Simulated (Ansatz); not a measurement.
TiPd: the change of pressure and energy less free atoms with volume per atom

All results are calculated (Ansatz 0.2.0). Periodic Kohn-Sham DFT of a crystal at fixed atoms; pressure and stress are positive in compression; the energy is the free energy less that of spherical unpolarised free atoms; site moments are those in the method's own spheres, positive along +z.

Cell of the first row (space group Pm-3m, No. 221):
```
TiPd
1.0
      3.1151     0.0000     0.0000
      0.0000     3.1151     0.0000
      0.0000     0.0000     3.1151
Ti Pd
1 1
Direct
  0.50000 0.50000 0.50000
  0.00000 0.00000 0.00000
```

Settings of every row: method all-electron LAPW; functional PBEsol; relativity scalar; k mesh 13x13x13; filling fermi-dirac; smearing width 0.08 eV; basis error target 0.5 meV/atom; nucleus gaussian.

Atom start moment: 0 on all atoms.

```csv
row,volume per atom (Å³),pressure (GPa),energy less free atoms (eV/atom)
1,15.114,3.059,-6.3268
2,15.436,-0.63,-6.3292
3,15.757,-3.917,-6.3245
4,15.918,-5.425,-6.3198
5,16.079,-6.848,-6.3137
6,16.24,-8.189,-6.3061
7,16.4,?,?
8,16.722,-11.773,-6.2759
9,17.043,-13.831,-6.2502
```

Question: what pressure and energy less free atoms should row 7 give?

Worked fit of pressure. Take u = (V_r/V)^(2/3) − 1 with V_r = 15.998 Å³ an atom, which is twice the finite (Eulerian) strain; such expansions in the strain, on which the Birch-Murnaghan equation of state is built, carry the rest volume and the bulk modulus. The shown rows have u = 0.03862, 0.02413, 0.01017, 0.00335, -0.00336, -0.00996, -0.02908, -0.04131. Least squares give pressure = −6.1417 + 212.209 × u + 653.66 × u² + 541 × u³ GPa; a parabola predicts inner rows, each left out in turn, worse (root mean square 0.0085 against 0.0029 GPa). The rows lie off it by -0.001, 0.003, -0.002, -0.002, -0.001, 0.002, 0.000, 0.000. The pressure vanishes at u = 0.0267, or V = 15.38 Å³ an atom, and there the bulk modulus at fixed shape and fractions is B = −V dP/dV = (2/3)(1 + u) dP/du = 170 GPa. The withheld row has u = -0.01641, so the fit gives −6.1417 + 212.209 × (-0.01641) + 653.66 × (-0.01641)² + 541 × (-0.01641)³ = -9.450 GPa.

The calculation gave -9.455 GPa. The fit lies 0.005 GPa (0.03 % of the column's range) above it; its largest miss of a shown row is 0.003 GPa.

Worked fit of energy less free atoms. Take u = (V_r/V)^(2/3) − 1 with V_r = 15.998 Å³ an atom, which is twice the finite (Eulerian) strain; such expansions in the strain, on which the Birch-Murnaghan equation of state is built, carry the rest volume and the bulk modulus. The shown rows have u = 0.03862, 0.02413, 0.01017, 0.00335, -0.00336, -0.00996, -0.02908, -0.04131. Least squares give energy less free atoms = −6.31694 − 0.9199 × u + 17.029 × u² + 4.5 × u³ eV/atom; a parabola predicts inner rows, each left out in turn, worse (root mean square 7.7e-05 against 4.5e-05 eV/atom). All shown rows lie on it to the printed digit. Its lowest point lies at u = 0.0267, or V = 15.38 Å³ an atom, and the curvature there gives the bulk modulus at fixed shape and fractions, B = (4/9)(1 + u)² E″(u)/V = 170 GPa. The withheld row has u = -0.01641, so the fit gives −6.31694 − 0.9199 × (-0.01641) + 17.029 × (-0.01641)² + 4.5 × (-0.01641)³ = -6.2973 eV/atom.

The calculation gave -6.2973 eV/atom. The fit meets it to the printed digit.
